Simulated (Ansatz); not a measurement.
Theory: Ansatz 0.2.0, DFT PBE, scalar-relativistic, plane waves, PAW. All cells share a 420 eV cutoff and Γ-centred k meshes spaced at most about 0.3 Å⁻¹ (about 0.25 or finer for metals, 2π included). Collinear spin in cells that started with moments and kept them past the coarse steps, no spin elsewhere.

Energies over the elements count from the elements' standard structures at the same level (N₂ as a molecule), with no fitted energy shifts.

A relaxed structure of ScCoC4N4 has 20.82 Å³/atom, +0.02 eV/atom against the elements, no gap on its mesh, a net moment of 0.20 μB/atom:

```cif
data_structure
_symmetry_space_group_name_H-M 'P-43m'
_symmetry_Int_Tables_number 215
_cell_length_a 5.9270
_cell_length_b 5.9270
_cell_length_c 5.9270
_cell_angle_alpha 90.000
_cell_angle_beta 90.000
_cell_angle_gamma 90.000
_cell_volume 208.21
loop_
_atom_site_label
_atom_site_type_symbol
_atom_site_symmetry_multiplicity
_atom_site_Wyckoff_symbol
_atom_site_fract_x
_atom_site_fract_y
_atom_site_fract_z
_atom_site_occupancy
Sc1 Sc 1 b 0.50000 0.50000 0.50000 1
Co1 Co 1 a 0.00000 0.00000 0.00000 1
C1 C 4 e 0.18221 0.18221 0.18221 1
N1 N 4 e 0.29753 0.29753 0.29753 1
```

Question: Predict cell, energy and gap of YCoC4N4 with the same space group and Wyckoff sites.

Answer: YCoC4N4 has a = 6.113 Å: 22.85 Å³/atom, −0.01 eV/atom against the elements, no gap on its mesh, a net moment of 0.20 μB/atom. The volume per atom changes by +9.7 % and the formation energy by -0.03 eV/atom (from unrounded values). Covalent radii: Sc 1.70 Å, Y 1.90 Å; electronegativities 1.36 and 1.22. The cell follows the size of the atom. Y is surrounded by 4 N at 2.24 Å; Co has 4 C at 1.87 Å; C is surrounded by 1 N at 1.18 Å and 1 Co at 1.87 Å; N is surrounded by 1 C at 1.18 Å and 1 Y at 2.24 Å.

```
Y Co C N
1.0
     6.11325    0.00000    0.00000
     0.00000    6.11325    0.00000
     0.00000    0.00000    6.11325
Y Co C N
1 1 4 4
Cartesian
  3.0566 3.0566 3.0566
  0.0000 0.0000 0.0000
  1.0806 1.0806 1.0806
  1.0806 5.0327 5.0327
  5.0327 1.0806 5.0327
  5.0327 5.0327 1.0806
  1.7642 1.7642 1.7642
  1.7642 4.3490 4.3490
  4.3490 1.7642 4.3490
  4.3490 4.3490 1.7642
```

The two cells were relaxed from separate starts that ended on the same group and sites; neither need be the stable form of its compound. In such compounds of Co a zero gap at this level may well be an artefact, since no Hubbard U is applied. The reference form of C is held partly by dispersion forces, which this level lacks. Another magnetic order may lie lower. Cells relaxed within their symmetry can be saddle points.

Replacing Sc with Y expands the framework almost entirely at the metal-nitrogen contact. The coordinates give nearly identical Co-C and C-N lengths in both cells, so the stiff cyanide bridge passes the larger radius of Y straight into the lattice parameter, and the volume rises by 9.7 %.

Counting Sc and Y as trivalent and cyanide as a monoanion leaves monovalent Co. The net moment of 0.20 μB/atom in both compounds fits its high-spin state in a tetrahedral field. The minority-spin t2 level is then only partly filled, and cubic symmetry keeps it degenerate, which probably explains the missing gap. A Jahn-Teller distortion or orbital order could lift that degeneracy.

The formation energies lie close to zero because the strong bonds of N₂ and elemental carbon offset much of the gain from cyanide and ionic bonding. The slight preference for Y is compatible with its more electropositive character, but the change of sign does not establish that only the Y compound can form. Tetrahedral coordination is unusually low for Y, which suggests that denser frameworks could compete.
